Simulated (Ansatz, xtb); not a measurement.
# Two isomers of C7H4F2

We compare X, `FC1=C2C(=CC=C1)[C@H]2F`, a singlet, with Y, `FC1=CC2=C(C=C1)[C@H]2F`, a singlet. Both are isolated molecules in the gas phase, relaxed with r2SCAN-D4/def2-SVP.

X (Å):

```xyz
13

C     0.5867    1.0593   -1.5229
C     1.3614    1.9789   -0.8030
C     1.7088    1.7475    0.5420
C     1.3071    0.5916    1.2343
C     0.5922   -0.2999    0.4461
C     0.2441   -0.1032   -0.8595
C    -0.2693   -1.3162   -0.1810
F     0.2304    1.3351   -2.7784
F    -1.5917   -1.3896    0.1613
H     1.6849    2.8943   -1.3062
H     2.3057    2.5052    1.0594
H     1.5487    0.4395    2.2892
H     0.0961   -2.3196   -0.4462
```

Y (Å):

```xyz
13

C     0.3536   -1.0261    0.0993
C     1.5262   -0.8501   -0.6629
C     2.0178    0.4294   -0.9594
C     1.2778    1.4581   -0.3841
C     0.1461    1.2607    0.3463
C    -0.4183    0.0221    0.6183
C     0.5393    2.6570    0.0589
F    -0.0490   -2.2830    0.3228
F    -0.1798    3.3917   -0.8481
H     2.0289   -1.7511   -1.0253
H     2.9015    0.5641   -1.5902
H    -1.3457   -0.1763    1.1623
H     0.9242    3.3282    0.8423
```

Energies in hartree; the thermal terms are from GFN2-xTB frequencies at re-optimised GFN2-xTB minima (ideal gas, soft modes damped towards free rotors, one conformer each, 298.15 K, 1 atm) and include the zero-point energy:

```
                              X           Y
E, CCSD(T)/def2-SVP  −467.157157  −467.156878
    E, MP2/def2-SVP  −467.074601  −467.074026
  E, MP2/def2-TZVPP  −467.932747  −467.931924
  zero-point energy     0.086182     0.085913
       H(298 K) − E     0.094103     0.093847
       G(298 K) − E     0.054540     0.054330
```

Question: Correct the CCSD(T) difference for the basis set by the MP2 change, then work out ΔE, ΔE₀, ΔH and ΔG for X → Y in kcal/mol (1 Eh = 627.51 kcal/mol) and the equilibrium ratio [Y]/[X].

Answer: 1. Differences Y − X: CCSD(T) +0.000279, MP2 in the small set +0.000575, MP2 in the large set +0.000823 Eh.
2. ΔE = +0.000279 + (+0.000823 − (+0.000575)) = +0.000527 Eh = +0.33 kcal/mol.
3. ΔE₀ = ΔE + ΔZPE = +0.000527 + (−0.000269) Eh = +0.16 kcal/mol.
4. ΔH = ΔE + (−0.000256) Eh = +0.17 kcal/mol.
5. ΔG = ΔE + (−0.000210) Eh = +0.20 kcal/mol, so ΔS = (ΔH − ΔG)/T = −0.4 J/(mol K).
6. kT = 0.9442 mEh, so K = [Y]/[X] = exp(−ΔG/kT) = exp(−0.34) ≈ 0.71.

The two are too close for this level to say which is favoured. An error of 1 kcal/mol in ΔG would change K by a factor of 5.4. Mirror images and further conformers aren't counted.

As drawn, both hold the same kinds of bond in the same numbers.

Other levels gave ΔE = −0.1 (GFN2-xTB); +0.6 (HF/STO-3G, GFN2-xTB geometries); +0.5 (r2SCAN-D4/def2-SVP//GFN2-xTB); +0.5 (r2SCAN-D4/def2-SVP); −0.2 (HF/def2-SVP); +0.4 (MP2/def2-SVP); +0.2 (CCSD(T)/def2-SVP) kcal/mol. The correlated steps freeze 9 core orbitals. Programs: Ansatz 0.2.0, xtb 6.7.1.

The near-degeneracy reflects what the isomers share: both are fluorinated benzocyclopropenes, with one fluorine on the three-membered ring's saturated carbon and one on the arene. The large strain of the fused ring therefore largely cancels, leaving only the effect of moving the aryl fluorine from the site next to the ring fusion in X to the next one along in Y. In X the two C–F dipoles lie closer together, and the aryl fluorine sits beside a carbon rehybridised by strain. These polar and hybridisation effects, together with π donation from fluorine, probably offset one another. Electron correlation tips this balance slightly towards X, since the Hartree–Fock preference for Y in def2-SVP reverses with both MP2 and CCSD(T). Entropy contributes little, as expected for two compact, rigid positional isomers of equal mass. The calculated ratio is purely thermodynamic: exchanging the aryl positions of fluorine and hydrogen would require breaking strong bonds, so a real sample's composition would probably reflect its synthesis.
